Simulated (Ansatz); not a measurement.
## W: the change of energy less free atoms and pressure with volume scale

All results are calculated (Ansatz 0.2.0). Periodic Kohn-Sham DFT of a crystal at fixed atoms, scaled to volume_scale times the given cell; pressure positive in compression, energy less spherical unpolarised free atoms, largest_vzz the field gradient of largest size among the nuclei.

The cell before it is scaled or strained (space group Im-3m, No. 229):
```
CELL_PARAMETERS angstrom
-1.59230 1.59230 1.59230
1.59230 -1.59230 1.59230
1.59230 1.59230 -1.59230
ATOMIC_POSITIONS crystal
W 0.00000 0.00000 0.00000
```

Settings of every row: method all-electron LAPW; functional PBE; relativity scalar; k mesh 14x14x14; filling fermi-dirac; smearing width 0.08 eV; basis error target 0.25 meV/atom; nucleus gaussian.

Atom start moment: 0 on all atoms.

Limits: no spin-orbit coupling on heavy atoms.

| row | volume scale | V (Å³/atom) | energy less free atoms (eV/atom) | pressure (GPa) |
| --- | --- | --- | --- | --- |
| 1 | 0.96 | 15.503 | -11.4048 | 13.416 |
| 2 | 0.98 | 15.826 | -11.4247 | 6.42 |
| 3 | 1 | 16.148 | -11.4311 | 0.086 |
| 4 | 1.02 | 16.472 | ? | ? |
| 5 | 1.04 | 16.795 | -11.4088 | -10.823 |

Question: what energy less free atoms and pressure should row 4 give?

Worked fit of energy less free atoms. Take u = (V_r/V)^(2/3) − 1 with V_r = 15.987 Å³ an atom, which is twice the finite (Eulerian) strain; such expansions in the strain, on which the Birch-Murnaghan equation of state is built, carry the rest volume and the bulk modulus. The shown rows have u = 0.02071, 0.00677, -0.00666, -0.03234. Least squares give energy less free atoms = −11.42948 + 0.4765 × u + 34.509 × u² eV/atom; a straight line predicts inner rows, each left out in turn, worse (root mean square 0.015 against 5.7e-05 eV/atom). All shown rows lie on it to the printed digit. Its lowest point lies at u = -0.0069, or V = 16.15 Å³ an atom, and the curvature there gives the bulk modulus at fixed shape and fractions, B = (4/9)(1 + u)² E″(u)/V = 300 GPa. The withheld row has u = -0.01973, so the fit gives −11.42948 + 0.4765 × (-0.01973) + 34.509 × (-0.01973)² = -11.4254 eV/atom.

The calculation gave -11.4254 eV/atom. The fit meets it to the printed digit.

Worked fit of pressure. Take u = (V_r/V)^(2/3) − 1 with V_r = 15.987 Å³ an atom, which is twice the finite (Eulerian) strain; such expansions in the strain, on which the Birch-Murnaghan equation of state is built, carry the rest volume and the bulk modulus. The shown rows have u = 0.02071, 0.00677, -0.00666, -0.03234. Least squares give pressure = 3.1737 + 470.537 × u + 1165.96 × u² GPa; a straight line predicts inner rows, each left out in turn, worse (root mean square 0.51 against 0.015 GPa). The rows lie off it by -0.003, 0.007, -0.006, 0.001 (root mean square 0.0049 GPa). The pressure vanishes at u = -0.0069, or V = 16.15 Å³ an atom, and there the bulk modulus at fixed shape and fractions is B = −V dP/dV = (2/3)(1 + u) dP/du = 301 GPa. The withheld row has u = -0.01973, so the fit gives 3.1737 + 470.537 × (-0.01973) + 1165.96 × (-0.01973)² = -5.656 GPa.

The calculation gave -5.645 GPa. The fit lies 0.011 GPa (0.045 % of the column's range) below it; its largest miss of a shown row is 0.007 GPa.
